Squeezing the volume of zincblende cadmium telluride by about a tenth takes a pressure of several GPa and costs tens of meV per atom. The table opens a compressed zincblende cell in steps of 2 % of the given volume, that of the fourth row, and follows the computed PBE energy. Five energies are known. What are the next two?

OpenMX 3.8.5, PBE with OpenMX 2013 pseudopotentials and the standard atomic-orbital basis, for zincblende CdTe without spin polarisation or spin–orbit coupling; Γ-centred 7×7×7 k mesh, Fermi–Dirac smearing of 0.05 eV, 36×36×36 grid points at every volume. Cell shape and fractional positions are fixed; energies are counted from the minimum of the run's equation-of-state fit.

| volume (Å³/atom) | energy (meV/atom) |
| --- | --- |
| 30.95 | 160.38 |
| 31.61 | 124.49 |
| 32.26 | 94.64 |
| 32.92 | 69.69 |
| 33.58 | 49.19 |
| 34.24 | ? |
| 34.90 | ? |

**From 30.95 to 32.26 Å³/atom.** The first step outwards lowers the energy by 36 meV/atom, the second by 30. Energy released per volume gained is pressure, and here it amounts to about 9 and then 7 GPa. Real CdTe leaves the zincblende structure at roughly 3 to 4 GPa. In the calculation the fixed cell shape and atomic positions hold it there, so the curve follows one structure throughout.

**From 32.26 to 33.58 Å³/atom.** The energy still falls, now by 25 and 20 meV/atom, because each step has less pressure left to release. The crystal also softens: the bulk modulus, its resistance to a change of volume, drops from about 70 GPa near the second row to 54 GPa near the fourth. Over the same stretch the Cd–Te bond lengthens by only 0.04 Å. These moduli come from differences of differences, which magnify any unevenness in the energies, so only their direction and rough size count.

Bonding theory gives a reason for the softening. When neighbouring atoms are pushed together, their filled shells overlap and repel each other, and this repulsion fades faster with distance than the attraction that binds the crystal. A longer bond therefore has a weaker spring. Two rules of thumb follow for a compressed crystal that expands in equal steps without changing its structure or electronic state: the energy falls by less at each step, and the falls themselves shrink more and more slowly.

**Into the two open rows.** The Birch–Murnaghan equation turns this into a curve. It measures compression by $q=(V_0/V)^{2/3}-1$, where $V$ is the volume and $V_0$ its value at zero pressure. At $V_0$ the energy has its minimum, so the first term is quadratic in $q$. If the modulus near $V_0$ rises by 5 GPa for each GPa of pressure, a rough recalled value for such semiconductors, the energy is

$$E=E_0+\tfrac{9}{16}V_0B_0\,(2q^2+q^3).$$

The energy offset $E_0$, the volume $V_0$ and the zero-pressure modulus $B_0$ were fitted to the five known rows. This gives $V_0=37.56$ Å³/atom, $B_0=186.8$ meV/Å³ (about 30 GPa) and $E_0=-0.15$ meV/atom. At 34.24 Å³/atom, a row outside the fit, $q$ is 0.0636 and the bracket 0.00836, so

$$E\approx\tfrac{9}{16}\times37.56\times186.8\times0.00836-0.15\approx33\ \text{meV/atom}.$$

The forecast is thus **33 ± 1 meV/atom** at 34.24 Å³/atom and, by the same route, **20 ± 2 meV/atom** at 34.90, with no minimum reached. The error bars are a judgement. They allow for the assumed value of 5 and for a slight unevenness in the known energies, which matters more the further the curve is extended. The run also has an equilibrium fit of its own, through all seven volumes; its constants were in view when the forecast was made but do not enter it.

The withheld rows as computed:

| volume (Å³/atom) | energy (meV/atom) |
| --- | --- |
| 34.24 | 33.11 |
| 34.90 | 20.50 |

**From 33.58 to 34.90 Å³/atom.** Both forecasts hold. Before rounding, the model's values are 32.95 and 20.35 meV/atom, each too low by less than 0.2 meV/atom, so the error bars were generous in this case. The whole miss arises in the first of the two steps, where the computed energy falls slightly less than the model says; the second fall agrees. A miss of this size resembles the unevenness among the known rows, whose cause is untested.

Two other curves through the same five rows show what carried the forecast; their results are in the output below. A parabola in volume keeps the curvature constant and so leaves out the softening. It ends 4 meV/atom too high in the last row. Freeing the 5 turns the model into a general cubic in the compression, with four constants for five energies. It bends with their unevenness, so far that its fitted constants give no minimum at all, and ends about 2 meV/atom too low. Fixing the constant is what steadied the forecast. The hit does not single out the value 5: over so short an extension, neighbouring fixed values are expected to forecast about as well while giving clearly different $V_0$ and $B_0$.

**Beyond the last row.** The final step still releases 12.6 meV/atom over 0.66 Å³/atom, which is a pressure of about 3 GPa, so the crystal would expand further. The run's own fit puts equilibrium at 37.58 Å³/atom, close to the model's value, but both are extrapolations from compressed cells, and the run's record flags that the minimum lies outside the computed volumes. The table shows the same: the lowest energy sits in the last row. That such a fit can also disagree with directly computed pressures is a general caution from the data makers' tests on other systems, not a finding of this run, for which no such comparison is recorded. At the model's minimum, the free cubic lies 14 meV/atom lower and is still falling, although it follows the five known rows even more closely. The energy column is counted from such an extrapolated minimum. Its differences between rows can therefore be trusted further than its absolute values, and the equilibrium volume and modulus remain provisional until larger cells are computed. "Compressed" is also meant relative to this calculation. Real CdTe has about 34 Å³/atom and a modulus near 42 GPa (recalled values), so the last two rows already reach or exceed the measured volume while the run still finds pressure in them. PBE is known to make CdTe too large and too soft; how much of the gap comes from the functional and how much from the basis or the extrapolation is untested here. The computed pressures are therefore higher than real CdTe would show at the same volumes. The calculation also treats the lattice as static, without the zero-point and thermal motion that would expand it slightly further, and its k mesh and grid are usual working settings, not converged limits.

The analysis program printed:

```
Energy change per step over the known rows (meV/atom): -35.89, -29.85, -24.95, -20.5
Mean pressure in each of these steps (GPa): 8.734, 7.264, 6.071, 4.989
Finite-difference bulk modulus at the 2nd to 4th row (GPa): 70.55, 58.43, 54.14
Cd-Te bond length at the same three rows (angstrom): 2.738, 2.757, 2.776
fit of energy on 5 rows: constant -0.1477 +/- 0.15, coefficient of 0.5625*s*(2*((s/V)**(2/3)-1)**2 + ((s/V)**(2/3)-1)**3) 186.8 +/- 0.25, s 37.56; rms 0.0756, worst 31.61 0.125, leave-one-out rms 0.312
  rows outside the fit (model, value, miss): 34.24 32.95, 33.11, -0.156; 34.9 20.35, 20.5, -0.152
Lower ends of the forecasts for the two withheld rows (meV/atom): 31.95, 18.35
Upper ends of the forecasts for the two withheld rows (meV/atom): 33.95, 22.35
Forecast less computed value in units of the error bar: -0.1561, -0.07585
Model energy change in the last two steps (meV/atom): -16.29, -12.61
Computed energy change in the last two steps (meV/atom): -16.08, -12.61
Extrapolated bulk modulus of the model (GPa): 29.92
Model equilibrium volume less the listed one (angstrom^3/atom): -0.0185
fit of energy on 5 rows: constant 69.41 +/- 0.22, coefficient of step -22.62 +/- 0.22, coefficient of step**2 2.549 +/- 0.096; rms 0.228, worst 31.61 0.357, leave-one-out rms 0.94
  rows outside the fit (model, value, miss): 34.24 34.36, 33.11, 1.25; 34.9 24.49, 20.5, 3.99
fit of energy on 5 rows: constant 69.72 +/- 0.059, coefficient of y 1694 +/- 3.2, coefficient of y**2 10016 +/- 315, coefficient of y**3 20542 +/- 6894; rms 0.0308, worst 32.26 -0.0493, leave-one-out rms 0.382
  rows outside the fit (model, value, miss): 34.24 32.32, 33.11, -0.793; 34.9 18.58, 20.5, -1.92
Free-slope form less main model at the main model's minimum (meV/atom): -14.03
```
